## Six electrons on paper

On paper, zinc sulfide is simple: zinc gives two electrons to sulfur, and the sulfide ion then has a full 3p shell of six. A calculation that sorts the electrons by atom and orbital type should therefore report about six p electrons on sulfur. The local-density calculation shown here reports 2.27. The number of electrons in the crystal is fixed, so the others must be counted somewhere else.

FLEUR MaX-R8.1 (later development tree), all-electron LAPW DFT with the BH local-density functional, no spin polarisation or spin-orbit coupling, for ZnS (F-43m) at 0.96 of its reference volume; 9x9x9 k mesh. Muffin-tin radii are 2.15 bohr for Zn and 1.89 bohr for S. Electrons are counted from -12 eV up to the gap, with energies relative to the valence top.

| projection name | projection electrons (e) | projection band centre (eV) |
| --- | --- | --- |
| INT | 3.300 | -3.650 |
| MT:1s | 0.390 | -4.550 |
| MT:1p | 0.350 | -2.540 |
| MT:1d | 9.600 | -6.010 |
| MT:2s | 0.190 | -7.730 |
| MT:2p | 2.270 | -2.780 |
| MT:2d | 0.030 | -4.520 |

## How the rows are made

The program draws a sphere around each atom, and the rows sort the charge by these spheres. MT:1 is the zinc sphere and MT:2 the sulfur sphere, while INT is the interstitial region, the space outside all spheres. The letters s, p and d give the angular momentum of the charge inside a sphere. The digit before them numbers the atom and not the shell, so MT:2p is the valence p charge inside the sulfur sphere, of 3p type, and contains no 2p core.

The projection electrons are counted from 12 eV below the valence top upwards. This range should hold ten Zn 3d and six S 3p electrons, 16 in all, and the rows add up to 16.13. The total is thus nearly right, and only the division among the rows is surprising. The projection band centre is the mean energy of the charge in a row, measured from the valence top.

## First explanation: zinc has kept them

The tempting answer is that ZnS is far less ionic than the formula suggests, and that the p electrons absent from the sulfur sphere sit on zinc. The zinc rows can be asked directly. Sulfur falls short of six by 3.73 electrons, but the s and p rows of zinc together hold only 0.74. The d row shows no surplus either, since it lies slightly below ten.

Even the 0.74 need not belong to zinc. The outer parts of sulfur orbitals reach into the zinc sphere, where the program books them as s, p or d charge of zinc. The zinc sphere is therefore not where most of the absent charge has gone.

## Second explanation: the energy range cuts them off

Perhaps some of the sulfur p charge lies deeper than 12 eV below the valence top and so escapes the count. The same calculation also gives the p charge in the sulfur sphere over all valence energies, and it agrees with the table to within 0.01 electrons. The energy range is innocent of the shortfall in this row.

## Third explanation: the sphere is too small

The sulfur sphere has a radius of 1.0 Å, whereas the usual ionic radius of sulfide is roughly 1.8 Å, a recalled figure. The sphere cannot simply be enlarged, because the zinc sphere nearly touches it. On this view the S 3p shell is full, or nearly so, but much of it lies in the interstitial region. That region holds 3.30 electrons, about a fifth of the count.

The hydrogen atom shows how strong such an effect can be. A sphere of one bohr radius around the proton holds only about a third of the electron, although the atom plainly owns all of it. The comparison concerns the cut through a smooth cloud and nothing more: hydrogen has no neighbours whose clouds overlap with its own, and its 1s orbital has a different shape from 3p.

The neighbouring shell of the same atom provides a control. The S 3s shell lies deep, and in the simple ionic picture it is full, with two electrons. Yet the sulfur sphere contains only 1.25 electrons of s type over all valence energies. A low sphere count is thus no proof that a shell has been emptied.

Zinc shows the opposite case. Its 3d shell is compact, because at the end of the transition row the nuclear charge pulls the d electrons in tightly, and 9.60 of ten are found inside the sphere. The 3p shell of an anion is loosely held and spreads out. The same kind of count is therefore nearly complete for one shell and far from complete for the other.

## Energy as a label of origin

So far the interstitial electrons have no name attached, but they do have an energy. The Zn 3d charge is centred at -6.01 eV and the sulfur p charge at -2.78 eV. If the interstitial charge comes mainly from the sulfur p bands, its centre should lie near the upper of these two values. It lies at -3.65 eV, much nearer to sulfur p than to zinc d.

A simple model makes this quantitative. Suppose that the interstitial region receives $n_d$ electrons from the Zn 3d bands and $n_p$ from the S 3p bands, each with the mean energy, $E_d$ or $E_p$, found inside the spheres. The interstitial centre is then the weighted mean

$$
E_{\mathrm{INT}} = \frac{n_d E_d + n_p E_p}{n_d + n_p}.
$$

The zinc d row falls short of ten by 0.40 electrons, which are taken as $n_d$. The rest of the interstitial charge, 3.30 - 0.40 = 2.90 electrons, is taken as $n_p$. This gives

$$
E_{\mathrm{INT}} = \frac{0.40\times(-6.01) + 2.90\times(-2.78)}{3.30}\ \mathrm{eV} = -3.17\ \mathrm{eV}.
$$

The interstitial centre itself does not enter this estimate, and no constant was adjusted. The result lies about 0.5 eV above the computed centre. Two other assumptions do worse. If every sphere row lost charge in proportion to its size, the centre would be at -5.32 eV, and if only Zn 3d spilled out, it would be at the d centre itself. The output after this text lists all three trial values.

## Where the model falls short

A miss of 0.5 eV is not small beside the 3.2 eV between the two centres, and theory suggests why the estimate comes out too high. The shortfall of 0.40 is only a net figure, because tails of sulfur orbitals add to the zinc d row. More d charge than this may therefore lie between the atoms, which would pull the interstitial centre down. The model also assumes that charge has the same mean energy outside a sphere as inside. Bonding states lie lower than antibonding ones and are expected to place a larger share of their charge between the atoms, both within the p bands and where d and p states mix. This would lower the centre further. A little deep charge from the edge of the S 3s band, discussed below, may enter the count as well and would act in the same direction.

The functional makes the mixing of d and p states stronger than it should be. Local-density calculations place the Zn 3d states too close to the valence top: measurements put them roughly 9 eV below it, again a recalled figure, against about 6 eV here. With deeper d states the two sets of bands would be more cleanly separated. The crystal is also squeezed to 0.96 of its reference volume, so the values are not those of ZnS at rest.

## One row that misleads

The s row of sulfur has the lowest centre of all, -7.73 eV, but holds only 0.19 electrons. It does not describe the S 3s shell, most of which lies below the counted range. A likely reading is that the upper edge of the 3s band just enters the range, which would also explain why the total slightly exceeds 16.

If that excess is shared out like the rest of the 3s charge and placed at the lower limit of the range, removing it lifts the centre to about -5 eV. This is close to the centre of the zinc s row, a reasonable place for a weak s admixture to the valence bands. The estimate is consistent but not decisive, since a small error in the energy integration could also produce the excess.

## What the count can and cannot settle

The numbers rule out the zinc sphere and the energy range as the place of most of the absent charge, and they tie the interstitial charge mainly to the energies of the sulfur p bands. That this charge is largely the outer part of S 3p is an argument from chemistry, since sulfur attracts electrons more strongly than zinc. Energy alone cannot prove it, because the outer parts of zinc 4s and 4p orbitals take part in the same bands. How ionic ZnS is therefore remains open.

For a neighbouring case, the question to ask is how far the shell reaches compared with the sphere. Compact d shells are counted almost in full, while the outer p shells of large anions are counted only in part. A method that projects onto overlapping atomic orbitals has no interstitial row and shares this charge among the atoms, so its sulfur p count would be higher for the same electron density. Counts from two calculations can be compared only if the spheres, or the orbitals, are the same.

The analysis program printed:

```
Share of the counted electrons:
    row  share_percent
    INT          20.46
  MT:1s          2.418
  MT:1p           2.17
  MT:1d          59.52
  MT:2s          1.178
  MT:2p          14.07
  MT:2d          0.186
Electrons counted in the window in e: 16.13
Excess over ten Zn 3d plus six S 3p in e: 0.13
S p shortfall from six in e: 3.73
Zn s and p together in e: 0.74
Zn d shortfall from ten in e: 0.4
Radius of the S sphere in angstrom: 1
Interstitial share of the cell volume in percent: 72.65
S p charge lost by the floor in e: 0.002
S-sphere p charge as percent of six: 37.83
Full S-sphere s charge as percent of two: 62.4
Interstitial centre if only Zn d spills in eV: -6.01
Interstitial centre if all sphere charge spills evenly in eV: -5.321
Interstitial centre if split by count in eV: -3.172
Miss of Zn d spill in eV: -2.36
Miss of even spill in eV: -1.671
Miss of split by count in eV: 0.4785
S p centre above interstitial centre in eV: 0.87
Estimated S 3s edge within the S s row in e: 0.07355
S s centre without that edge in eV: -5.033
Zn s centre for comparison in eV: -4.55
```
